**Damping of an adsorbate mode by one-phonon emission: the frustrated translation of Cs on Cu(001)**

An adatom vibrating on a crystal shakes the atoms beneath it, and they radiate sound. I derive the rate of this loss, reduce it to one dimensionless number, and evaluate it for the lateral vibration of a Cs atom on Cu(001).

**Premises and conventions**

1. The adatom, of mass $m$, moves along one axis with coordinate $X$ and is tied by a harmonic spring $k$ to the substrate displacement $u$ along that axis.
2. The substrate is harmonic. A force $F e^{-i\omega t}$ at the site gives $u=G(\omega)F$, with $G=G'+iG''$ retarded.
3. For explicit formulas the substrate is an isotropic continuum with density $\rho$, Lamé constants $\lambda$ and $\mu=\rho c_T^2$, wavenumbers $k_{T,L}=\omega/c_{T,L}$ and $r=c_T/c_L$, loaded at a point.

$\gamma$ is the decay rate of the energy. The amplitude decays at $\gamma/2$, and the full width at half maximum is $\hbar\gamma$.

**Step 1: the rate in terms of $G$**

The adatom obeys $-m\omega^2X=-F$ with $F=k(X-u)$. Then $X=F/k+GF$, and dividing by $F$,

$$\frac{1}{m\omega^2}=\frac1k+G(\omega).$$

Put $\omega=\omega_0-i\gamma/2$ with $\gamma\ll\omega_0$. The left side becomes $1/(m\omega_0^2)+i\gamma/(m\omega_0^3)$, and the imaginary part of the right side is $G''-\tfrac12\gamma\,dG'/d\omega$. The real part fixes the shifted frequency $\omega_0$. The imaginary part gives $\gamma=m\omega_0^3G''/(1+\tfrac12 m\omega_0^3\,dG'/d\omega)$. Far below the band top $G'$ is nearly static and the denominator is unity:

$$\gamma=m\omega_0^3\,\mathrm{Im}\,G(\omega_0).\tag{1}$$

Here $\omega_0$ is the actual frequency of the mode, recoil included.

*Question: Where is the phonon in this classical argument, and where is the temperature?*

Expand $u=\sum_j e_j\sqrt{\hbar/2\omega_j}\,(b_j+b_j^\dagger)$ in mass-normalised modes. Then $G=\sum_j e_j^2/[\omega_j^2-(\omega+i0)^2]$ and $G''=\sum_j(\pi e_j^2/2\omega_j)\,\delta(\omega-\omega_j)$. For $k|G|\ll1$, so that $k\simeq m\omega_0^2$, treat $-kXu$ as the perturbation with $X=\sqrt{\hbar/2m\omega_0}\,(a+a^\dagger)$. The golden rule for going from $N$ to $N-1$ quanta with emission of one phonon gives

$$\frac{2\pi}{\hbar^2}k^2\frac{\hbar N}{2m\omega_0}\sum_j\frac{\hbar e_j^2}{2\omega_j}(\bar n+1)\,\delta(\omega_0-\omega_j)=\gamma N(\bar n+1),$$

where $\bar n$ is the Bose factor at $\omega_0$. Absorption goes at $\gamma(N+1)\bar n$. The difference is $d\langle N\rangle/dt=-\gamma(\langle N\rangle-\bar n)$, so the relaxation rate is independent of temperature. It vanishes above the band top, where $G''=0$.

**Step 2: a point in the bulk**

Plane waves with unit polarisations $\mathbf e_s$ and speeds $c_s$ give

$$G_{xx}=\frac1\rho\int\!\frac{d^3q}{(2\pi)^3}\sum_s\frac{e_{s,x}^2}{c_s^2q^2-(\omega+i0)^2}.$$

The imaginary part replaces the denominator by $\pi\delta(c_s^2q^2-\omega^2)$, and $\int q^2dq\,\pi\delta(c^2q^2-\omega^2)=\pi\omega/2c^3$. With the factor $4\pi/8\pi^3$, each branch contributes $\langle e_x^2\rangle\,\omega/(4\pi\rho c^3)$. The angular average is $1/3$ for the longitudinal branch and $2/3$ for the transverse pair. Writing $G''=\xi\,\omega/(\rho c_T^3)$,

$$\gamma=\xi\,\frac{m\omega_0^4}{\rho c_T^3},\qquad \xi_{\rm bulk}=\frac{2+r^3}{12\pi}.\tag{2}$$

The form of (2) is fixed by dimensions for any point load on a scale-free medium, so only $\xi$ changes at a surface.

**Step 3: response of the half-space**

Let the solid fill $z>0$, and apply a traction $\mathbf f\,e^{iqx'}$ with $x'$ along the in-plane wavevector. The outward normal is $-\hat z$, so $\sigma_{iz}(0)=-f_i$. Define $\alpha_{T,L}=\sqrt{q^2-k_{T,L}^2}$, positive for decaying waves and $-i\sqrt{k_{T,L}^2-q^2}$ for outgoing ones.

Shear-horizontal (SH) motion decouples: $u_{y'}\propto e^{-\alpha_Tz}$ has $\sigma_{y'z}=-\mu\alpha_Tu_{y'}$, hence $G_{y'y'}=1/(\mu\alpha_T)$.

For sagittal motion take potentials $\phi=Ae^{iqx'-\alpha_Lz}$ and $\psi=Be^{iqx'-\alpha_Tz}$, with $u_{x'}=\partial_{x'}\phi-\partial_z\psi$ and $u_z=\partial_z\phi+\partial_{x'}\psi$. At $z=0$, $u_{x'}=iqA+\alpha_TB$ and $u_z=-\alpha_LA+iqB$. Use $\sigma_{x'z}=\mu(\partial_zu_{x'}+\partial_{x'}u_z)$, $\sigma_{zz}=\lambda\nabla\!\cdot\!\mathbf u+2\mu\,\partial_zu_z$, $\nabla\!\cdot\!\mathbf u=-k_L^2\phi$ and $(\lambda+2\mu)k_L^2=\mu k_T^2$. With $s=2q^2-k_T^2$ the boundary conditions read

$$\mu(2iq\alpha_LA+sB)=f_{x'},\qquad \mu(-sA+2iq\alpha_TB)=f_z .$$

The determinant is $\mu^2\Delta$ with $\Delta=s^2-4q^2\alpha_L\alpha_T$. Solving for $A$ and $B$ and inserting them in $\mathbf u$,

$$G_{x'x'}=-\frac{k_T^2\alpha_T}{\mu\Delta},\quad G_{zz}=-\frac{k_T^2\alpha_L}{\mu\Delta},\quad G_{zx'}=-G_{x'z}=\frac{iq\,(s-2\alpha_L\alpha_T)}{\mu\Delta}.\tag{3}$$

For $q\gg k_T$, $\Delta\to-2q^2(k_T^2-k_L^2)$, and both diagonal elements tend to the positive static value $1/[2(1-r^2)\mu q]=(1-\nu)/\mu q$, with $\nu$ the Poisson ratio.

**Step 4: the point load**

A point force contains all $\mathbf q$ with weight $d^2q/(2\pi)^2$. A lateral force at angle $\varphi$ to $\mathbf q$ sees $G_{x'x'}\cos^2\varphi+G_{y'y'}\sin^2\varphi$, and each factor averages to $1/2$. Scale $q=k_Tx$, $\alpha=k_Ta$, $\Delta=k_T^4D$, $\sigma=2x^2-1$, and note $k_T/\mu=\omega/\rho c_T^3$:

$$\xi_\perp=\frac1{2\pi}\mathrm{Im}\!\int_0^\infty\!\frac{-x\,a_L}{D}dx,\qquad \xi_\parallel=\frac1{4\pi}\mathrm{Im}\!\int_0^\infty\!\Big(\frac{x}{a_T}-\frac{x\,a_T}{D}\Big)dx.\tag{4}$$

Let $p_L=\sqrt{r^2-x^2}$ and $p_T=\sqrt{1-x^2}$. Four pieces carry an imaginary part.

- SH waves: $\int_0^1x\,dx/p_T=1$, so they add exactly $1/4\pi$ to $\xi_\parallel$.
- $x<r$: $D=\sigma^2+4x^2p_Lp_T$ is real, and the integrands are $xp_L/D$ and $xp_T/D$.
- $r<x<1$: $D=\sigma^2+4ix^2a_Lp_T$, and the integrands are $4x^3a_L^2p_T/|D|^2$ and $xp_T\sigma^2/|D|^2$.
- $x>1$: everything is real except at the Rayleigh root $D(x_R)=0$. Since $D(1)=1$ and $D<0$ at large $x$, $D'(x_R)<0$. Retardation puts the pole at $x_R+i0$, which gives $x_Ra_L/2|D'|$ for $\xi_\perp$ and $x_Ra_T/4|D'|$ for $\xi_\parallel$.

*Question: Can one verify this bookkeeping without handling the pole?*

Yes. The lower right quadrant of $x=qc_T/\omega$ corresponds to $\mathrm{Im}\,\omega>0$, where a retarded response has no poles. Subtract the real large-$x$ limit $C=1/[2(1-r^2)]$, so that the remainder falls as $x^{-2}$, and rotate to $x=-it$. With $\tilde D=(2t^2+1)^2-4t^2\sqrt{(t^2+r^2)(t^2+1)}$,

$$\xi_\perp=\frac1{2\pi}\int_0^\infty\!\Big(C-\frac{t\sqrt{t^2+r^2}}{\tilde D}\Big)dt,\qquad \xi_\parallel=\frac1{4\pi}\Big[1+\int_0^\infty\!\Big(C-\frac{t\sqrt{t^2+1}}{\tilde D}\Big)dt\Big].$$

These smooth integrals return the same totals as the piecewise sum.

**Step 5: $\xi$ for copper**

The room-temperature constants compiled by Blaschke are $C_{11}=168.3$, $C_{12}=121.2$ and $C_{44}=75.7$ GPa. The bulk modulus is $K=(C_{11}+2C_{12})/3=136.9$ GPa. With $C_-=C_{11}-C_{12}$, the Voigt shear modulus is $(C_-+3C_{44})/5=54.8$ GPa and the Reuss one is $5C_-C_{44}/(4C_{44}+3C_-)=40.1$ GPa. Their mean, the Hill average, is $\mu=47.5$ GPa. Then $r=[\mu/(K+4\mu/3)]^{1/2}=0.487$ and $\nu=0.34$. The root is $x_R=1.070$, a Rayleigh speed of $0.934\,c_T$, with $a_L=0.953$, $a_T=0.382$ and $|D'|=6.27$.

| piece | $\xi_\perp$ | $\xi_\parallel$ |
|---|---|---|
| SH | 0 | 0.080 |
| $x<r$ | 0.008 | 0.013 |
| $r<x<1$ | 0.039 | 0.010 |
| Rayleigh | 0.081 | 0.016 |
| total (before rounding the pieces) | 0.128 | 0.120 |

The bulk value is $0.056$, so the surface multiplies it by $2.3$ for vertical and $2.1$ for lateral motion. The rule of thumb $\xi\approx3/8\pi=0.119$ is close to both. Rayleigh waves carry 63 % of the vertical loss but only 14 % of the lateral loss, two thirds of which goes into SH waves.

*Question: Why about a factor of two?*

For SH waves it is exact. In the bulk their polarisation has $\langle e_x^2\rangle=1/2$ and contributes $1/8\pi$. At a free surface the modes are standing waves $\cos pz$, with $p$ the normal wavenumber, and their squared amplitude at $z=0$ is twice its depth average, which gives $1/4\pi$. Sagittal waves convert on reflection and add the Rayleigh branch, so for them the doubling is only approximate.

**Numerical illustration**

As inputs I take $m=132.9$ u for Cs, $63.55$ u for Cu, an approximate lattice constant $a=3.61$ Å, and an approximate mode energy $\hbar\omega_0=0.55$ meV, typical of this vibration. Four atoms per cube give $\rho=8.97$ g cm$^{-3}$, so $c_T=\sqrt{\mu/\rho}=2.30$ km/s. Further, $\omega_0=0.836$ ps$^{-1}$, $k_T=0.036$ Å$^{-1}$, and the transverse wavelength is $17$ nm. Equation (2) with $\xi_\parallel=0.120$ gives

$$\gamma=1.2\times10^{-4}\ \mathrm{ps^{-1}},\qquad 1/\gamma\approx8\ \mathrm{ns},\qquad \hbar\gamma\approx0.08\ \mu\mathrm{eV}.$$

These are the model's numbers for the one-phonon channel.

*Question: Copper is strongly anisotropic. How much of the second digit survives?*

Little. At fixed $\xi$, $\gamma\propto\mu^{-3/2}$, so the Voigt modulus multiplies $\gamma$ by $0.81$ and the Reuss one by $1.29$. One test supports the mean. In a cubic bulk crystal $G''_{xx}$ is a third of the trace, which equals $\omega/(4\pi\rho c_D^3)$ with $3c_D^{-3}=\sum_s\langle c_s^{-3}\rangle$, the Debye average. The Debye temperature of 343 K, a compiled value listed by Wikipedia, gives $c_D=k_B\Theta_D/[\hbar(24\pi^2/a^3)^{1/3}]=2.62$ km/s. The Hill average gives $c_T[3/(2+r^3)]^{1/3}=2.58$ km/s, within 2 %. This tests the bulk average only. A (001) surface weights directions and polarisations differently, so I allow 20 to 30 % on $\gamma$.

*Question: Cs sits well above the surface. A lateral force at a height also exerts a torque.*

It does, and the effect is of first order in the height $d$. A point carried rigidly at height $d$ moves by $u_{x}+d\,\partial_{x}u_z$, and the conjugate load includes $f_z=-iqd\,f_{x'}$. From (3), $G_{x'x'}$ gains $iqd\,(G_{zx'}-G_{x'z})=-2q^2d\,(s-2\alpha_L\alpha_T)/\mu\Delta$, so

$$\delta\xi_\parallel=\frac{k_Td}{4\pi}\,\mathrm{Im}\!\int_0^\infty\!\frac{-2x^3(\sigma-2a_La_T)}{D}\,dx .$$

On $x=-it$ both $x^3dx$ and the ratio are real, so only the closing quarter arc contributes. At large $x$ the integrand is $r^2x/(1-r^2)+E/x$ with $E=(1+r^4)/[4(1-r^2)^2]$. The linear term gives a real arc integral and the second gives $i\pi E/2$. Hence $\delta\xi_\parallel=k_Td\,E/8=0.057\,k_Td$. For an assumed $d\approx3$ Å, $k_Td=0.11$ and $\gamma$ rises by 5 %, less than the anisotropy allowance.

*Question: Is this the friction a Cs atom on Cu(001) really feels?*

No. As typical knowledge, the lateral friction of Cs on this surface is of order $10^{-2}$ ps$^{-1}$, so the model falls short by roughly two orders of magnitude. The factor $\omega_0^4$ nearly closes the one-phonon channel for so soft a mode. Channels outside the premises then take over: electron-hole pair excitation in the metal, whose friction does not vanish as $\omega_0\to0$, and anharmonic processes in which a thermal phonon scatters from the adatom. The latter matter because $\bar n=15$ already at 100 K. Independent decay rates add, so the model value is a lower limit for an isolated atom. A mode ten times higher in frequency gains a factor $10^4$, and for such a mode one-phonon emission can lead.

**Range of validity**

Equation (1) holds for any harmonic substrate with linear coupling, for $\omega_0$ inside the phonon band, $\gamma\ll\omega_0$, and $G$ smooth over the line. Here $\omega_0/\gamma\approx7\times10^3$.

The recoil is small. Cutting the static limits of $G_{x'x'}$ and $G_{y'y'}$ at $q_c=\pi/a$ gives $G'\approx(2-\nu)q_c/4\pi\mu=0.024$ m/N, and with $k\approx m\omega_0^2=0.15$ N/m, $kG'\approx0.004$. Since $G'$ varies on the scale of the band width, far above $\omega_0$, the dropped term $\tfrac12m\omega_0^3\,dG'/d\omega$ is smaller still.

The $\omega_0^4$ law (2) needs far more than a frequency below the band top: it needs sound waves long compared with the lattice. Here $\hbar\omega_0/k_B\Theta_D=0.55/29.6=0.019$, and dispersion and the finite footprint enter at relative order $(k_Ta)^2=0.017$. At a sizeable fraction of the Debye energy, (1) must be used with the lattice $G$.

"Isolated" is measured against the wavelength. A layer of $n_s$ identical adatoms per unit area vibrating in phase radiates only at $q=0$, where $G=n_s/\mu\alpha_T=i\,n_s/\mu k_T$ and (1) gives $\gamma=mn_s\omega_0^2/\rho c_T$. This equals the single-atom rate at $n_s=\xi_\parallel k_T^2$, which on the $2/a^2$ sites of Cu(001) is a coverage of $1\times10^{-3}$ monolayer. Near and above that coverage the radiative width depends on the in-plane wavevector, and for an ordered layer with lattice vectors shorter than the wavelength it vanishes beyond the Rayleigh line $q=k_Tx_R$, as long as $q$ stays within the first zone of the layer.